## The question

A zinc sulfide crystal is built of six double layers, each holding zinc and sulfur. It has three unlike zinc sites and three unlike sulfur sites, and every atom has four neighbours of the other element. The table gives the electric field gradient at four of these six sites.

Which zinc site feels the largest gradient, and how large are the quadrupole couplings of Zn1 and Zn3? Give a size and a range for each, with the reasoning.

ZnS (space group 186, 12 atoms) at its measured structure, computed with Ansatz 0.2.0: PBE, plane waves to 420 eV, default scalar-relativistic PAW datasets, 8×8×2 k-point mesh, no spin polarisation. Each row is one set of like atoms. Vzz is the principal field gradient largest in size; couplings eQVzz/h use Q = 0.122 barn for 67Zn and −0.0694 barn for 33S.

```tsv
atom	first shell	mean distance (Å)	longest less shortest (Å)	Vzz (1e21 V/m^2)	quadrupole coupling (MHz)	potential at the nucleus less that at the first site of the element (V)
Zn1	S4	2.34	0.00	?	?	?
Zn3	S4	2.34	0.00	?	?	?
Zn5	S4	2.33	0.00	0.06	0.161	0.00
S7	Zn4	2.34	0.00	0.15	-0.25	0.00
S9	Zn4	2.33	0.00	0.03	-0.05	0.02
S11	Zn4	2.34	0.00	0.06	-0.094	0.02
```

The column $V_{zz}$ is the largest principal component of the field gradient, which measures how far the charge around a nucleus departs from cubic symmetry. A nucleus with a quadrupole moment $Q$ turns it into a frequency, the quadrupole coupling $C_Q = eQV_{zz}/h$, where $e$ is the elementary charge and $h$ is Planck's constant. Magnetic resonance can measure this coupling. The moment of $^{33}$S is negative, so a positive gradient at sulfur appears as a negative coupling.

## Model answer

**Why the gradients are small.** Let each bond contribute an amount $k(3\cos^2\theta-1)$ to the gradient along the stacking axis. Here $\theta$ is the angle between bond and axis, and $k$ measures the strength and sign of the bond's effect. One bond lies along the axis and has the angular weight $2$. The other three are slanted, with $\cos^2\theta = 1/9$, and have the weight $-2/3$ each. The sum is

$$V_{zz} = 2k_a - 3\cdot\tfrac{2}{3}\,k_s = 2\,(k_a - k_s),$$

with $k_a$ for the axial bond and $k_s$ for a slanted one. Four equal bonds cancel exactly, and what remains measures the difference between the axial bond and the others.

**Why the distances do not settle the matter.** S7 and S11 have the same printed mean distance to their neighbours, and for both the longest and shortest bonds agree to the printed digits. Yet the coupling of S7 is 2.7 times that of S11. The bonds may therefore differ in their electrons although they hardly differ in length. The stacking offers a reason.

**What the stacking does to a bond.** Label the three possible lateral positions of a double layer A, B and C. The symmetry and the three pairs of like atoms per element fit the sequence ABCACB. A layer is called hexagonal if the layers above and below it share one letter, and cubic-like if their letters differ. In this sequence the A layers are hexagonal and the B and C layers are cubic-like, so each element has one hexagonal site and two cubic-like ones.

Now look along the axial bond of a layer. Each of its two atoms has three further bonds. In a cubic-like layer the three at the front fall between the three at the back, and the bond is staggered. In a hexagonal layer they lie in front of each other, and the bond is eclipsed. The slanted bonds are staggered in both kinds of layer.

At a hexagonal site one bond of the four thus has different surroundings from the other three, even if all four are equally long. Its electrons can settle differently, $k_a$ need no longer equal $k_s$, and a gradient along the axis appears. The same bond ends on a zinc atom and on a sulfur atom, so both should feel it. At a cubic-like site all four bonds are staggered, and only other causes remain, such as more distant shells and slight distortions. The answer assumes that these are weaker; the table cannot show it.

This picture also gives the two limiting crystals. In zinc blende every layer is cubic-like, and symmetry makes the gradient vanish. In wurtzite every layer is hexagonal, so every axial bond is eclipsed and all atoms of one element are alike.

**Which site is which.** S7 has by far the largest known gradient, so I take it to be the hexagonal sulfur. It also stands first among the sulfur sites. If the zinc sites are listed in the same order, Zn1 is the hexagonal zinc. Both steps are guesses, since the table names no layers. The potentials at the nucleus show only that S7 is the odd sulfur, not which layer it belongs to: S9 and S11 both lie 0.02 V above it, whereas Zn5 equals Zn1 to the printed digits.

**The estimate, worked in full.** Assume that the hexagonal site exceeds the cubic-like ones by the same factor in both elements. The sulfur couplings have the sizes 0.25 MHz for S7 and, on average, $(0.05+0.094)/2 = 0.072$ MHz for S9 and S11. Their ratio is about 3.5. Multiplied by the 0.161 MHz of Zn5, it gives 0.56 MHz for Zn1, or a gradient of about $0.19\times10^{21}$ V/m$^2$.

**The forecasts.** They concern the size of the coupling only; the sign is left open.

- Zn1 has the larger coupling of the two, about 0.56 MHz, with a range of 0.22 to 1.40 MHz.
- Zn3 resembles Zn5, at about 0.16 MHz, with a range of 0 to 0.40 MHz.

The ranges are judgements, a factor of 2.5 either way for Zn1. S9 and S11, both taken as cubic-like, already differ by nearly a factor of two, and carrying the contrast from sulfur to zinc is an untested step. For Zn3 the lower end is zero because a near-cancellation may happen to be complete.

## The computed values

The withheld rows as computed:

```tsv
atom	first shell	mean distance (Å)	longest less shortest (Å)	Vzz (1e21 V/m^2)	quadrupole coupling (MHz)	potential at the nucleus less that at the first site of the element (V)
Zn1	S4	2.34	0.00	-0.08	-0.232	0.00
Zn3	S4	2.34	0.00	0.10	0.279	-0.01
```

## Remarks on the reasoning

**The ranges hold, but the ranking fails.** Zn1 comes out at 0.415 times its forecast size, barely above the lower end of its range. Zn3 comes out at 1.7 times its forecast, well inside its range. The answer to the question is therefore Zn3, not Zn1, though by a small margin. The marked contrast in size that sulfur shows is absent in zinc.

A much plainer guess would have done better. Giving both sites the coupling of Zn5 misses the two sizes by 0.09 MHz on average, against 0.22 MHz for the answer above. Exchanging the roles of Zn1 and Zn3 would also have come closer, with 0.18 MHz. The stacking argument, turned into a factor between sizes, thus made the forecast worse.

**Zn1 stands out by its sign.** Its gradient is negative, while those of the other five sites are positive. Ranked by size, Zn1 looks ordinary; with signs kept, it is the odd one among the zinc sites, as S7 is among the sulfur sites. The potential, which also singled out S7, disagrees for zinc: it sets Zn3 slightly apart, about 0.01 V below both Zn1 and Zn5. If Zn3 is the hexagonal zinc, the gradient at the hexagonal site is shifted upwards in both elements, and the reading of opposite shifts given below fails. The forecast had left the sign open, so this is a finding of the calculation and no success of the answer.

**Where the estimate went wrong.** The bond formula gives a difference, $k_a-k_s$, which can have either sign. The estimate replaced it by a ratio of sizes. That would be sound if the eclipsed bond merely enlarged a gradient already present. If it adds a contribution of its own to a small remainder, the total may grow, shrink or pass through zero.

The signed values can be read in this second way. At S7 the gradient lies about 0.1 above the mean of the other two sulfur sites, in the table's unit of $10^{21}$ V/m$^2$. At Zn1 it lies about 0.15 below the mean of the other two zinc sites. The two shifts are of similar size and opposite direction. At sulfur the shift adds to a positive remainder and gives a large gradient, while at zinc it overturns the remainder and leaves a moderate negative one. This reading was made with the results in view and still needs a test on another crystal.

**A possible cause of the opposite directions.** Electrons on the axis close to a nucleus make $V_{zz}$ more negative, and removing them makes it more positive. Suppose that the eclipsed bond holds its electrons slightly nearer to zinc, and farther from sulfur, than a staggered bond does. The zinc end would then shift downwards and the sulfur end upwards, as the two odd sites do. This is a guess; a map of the electron density along the two kinds of bond could confirm or refute it.

A plainer cause predicts the same two directions at other sites. Around an eclipsed bond, the three sulfur atoms at the zinc end stand in line with the three zinc atoms at the sulfur end, five thirds of a bond length apart. These atoms belong to the cubic-like layers on either side. Such a zinc atom has an extra anion on its axis, which is expected to make $V_{zz}$ more negative, and such a sulfur atom has an extra cation, which makes it more positive. For point charges, an axial gradient depends only on whether a layer shares the atom's own letter, and the hexagonal atoms of ABCACB see the same pattern as in zinc blende. In that picture the odd zinc and the odd sulfur would be cubic-like. In wurtzite every atom has both the eclipsed bond and the contact, so only a mixed stacking like this one can tell the two causes apart.

**What a spectrum would show.** To first order, the coupling spreads the satellite lines of a nucleus on both sides of its central line, in proportion to the size of $C_Q$. Reversing the sign exchanges the two sides and leaves an ordinary spectrum unchanged. Zn1 and Zn3, at 0.23 and 0.28 MHz, would therefore look much alike, although their gradients point in opposite senses. For telling the layers apart by this coupling, sulfur is the better nucleus in principle, because S7 differs from both other sulfur sites in size.

**How far the numbers can be trusted.** Each gradient here is what remains after large contributions have nearly cancelled. The usual error of such calculations, 2 to 3 % at the median against all-electron results, need not hold for remainders of this kind. The atoms were also kept at the positions of the measured entry, which may be little more than ideal tetrahedral fractions. They carry forces of up to 0.03 eV/Å in a cell that PBE finds under 2.1 GPa of pressure, and a displacement too small to alter the printed distances can still change a gradient of this size. The order of Zn3 above Zn1, like that of S11 above S9, is therefore insecure. The change of sign between Zn1 and the other zinc sites is a larger effect, but it rests on the same positions.

The open question is whether the negative gradient at Zn1 belongs to the eclipsed bond, to more distant shells or to the measured coordinates. Relaxing the atoms, and reading the layer of each site from the coordinates, would narrow the choice. If Zn1 proves to be hexagonal and keeps its sign, the stacking argument survives in its signed form; if the sign is lost, the coordinates were at work. If Zn1 proves to be cubic-like, an eclipsed bond of its own cannot be the cause, and the extra sulfur atom on its axis becomes the likely one.
